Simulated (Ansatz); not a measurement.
Method: Ansatz 0.2.0, DFT PBE, scalar-relativistic, plane waves, PAW. All cells share a 420 eV cutoff and Γ-centred k meshes spaced at most about 0.3 Å⁻¹ (about 0.25 or finer for metals, 2π included). No spin polarisation in the final relaxations.

Temperature and zero-point effects are left out.

Two relaxed structures of TiB4:

1.

Space group P4/mmm (No. 123). a = 4.028 Å, b = 4.028 Å, c = 2.615 Å, α = 90.00°, β = 90.00°, γ = 90.00°
```
atom  site  symmetry       x       y       z
  Ti    1b     4/mmm  0.0000  0.0000  0.5000
   B    4n      m2m.  0.2014  0.5000  0.0000
```

2.

Space group P-6m2 (No. 187). a = 3.041 Å, b = 3.041 Å, c = 5.780 Å, α = 90.00°, β = 90.00°, γ = 120.00°
```json
{"atom": "Ti", "site": "1a", "symmetry": "-6m2", "x": "0.0000", "y": "0.0000", "z": "0.0000"}
{"atom": "B", "site": "2i", "symmetry": "3m.", "x": "0.6667", "y": "0.3333", "z": "0.3027"}
{"atom": "B", "site": "2g", "symmetry": "3m.", "x": "0.0000", "y": "0.0000", "z": "0.6414"}
```

**Question.** Which is lower in energy, and by how much?

**Answer.** Cell 1 is lower, by 189 meV/atom. Cell 1 has space group P4/mmm (No. 123), 8.5 Å³/atom and no gap on its mesh; cell 2 has space group P-6m2 (No. 187), 9.3 Å³/atom and no gap. Counting B atoms around Ti (those within 1.25 times the shortest such distance or 1.15 times the sum of covalent radii; a plus sign parts nearer from farther groups), cell 1 has Ti 16 and cell 2 has Ti 2+6. Cell 1 and cell 2 both hold B–B nets. The denser one is the lower, and pressure would at first widen the difference. In cell 1, Ti is surrounded by 16 B at 2.53 Å and 2 Ti at 2.62 Å; B has 3 B at 1.62–1.70 Å, 1 B at 2.41 Å and 4 Ti at 2.53 Å. In cell 2, Ti has 2 B at 2.07 Å and 6 B at 2.48 Å; B on its first site is surrounded by 3 B at 1.79 Å, 1 B at 2.28 Å and 3 Ti at 2.48 Å; B on its second site has 1 B at 1.63 Å, 3 B at 1.79 Å and 1 Ti at 2.07 Å. Both come from invented guesses. A third cell relaxed alike, in P6/mmm, lies 0.41 eV/atom below the lower of the two.

A magnetic state wasn't ruled out in cells without spin, among them P-6m2. Cells relaxed within their symmetry can be saddle points.

The preference for the tetragonal cell probably reflects a better compromise between boron bonding and room for the metal. Its flat boron nets consist of squares and octagons, with Ti between the octagons, so electrons donated by Ti can fill bonding π states of the net while Ti d orbitals mix with them. In the hexagonal cell, buckled boron layers are joined in pairs by B–B bonds of 1.63 Å, but the bonds within each layer stretch to 1.79 Å and Ti is pressed against two boron atoms at 2.07 Å, a short contact that suggests strain.

The tetragonal net has costs of its own: the squares force narrow bond angles, and its stacking brings Ti atoms within 2.62 Å of each other, closer than in the elemental metal. Neither cell is the ground state at this composition, since the P6/mmm cell lies well below both. The ordering also leaves open whether any of these TiB4 structures would survive decomposition into TiB2, the well-known stable diboride, and boron.
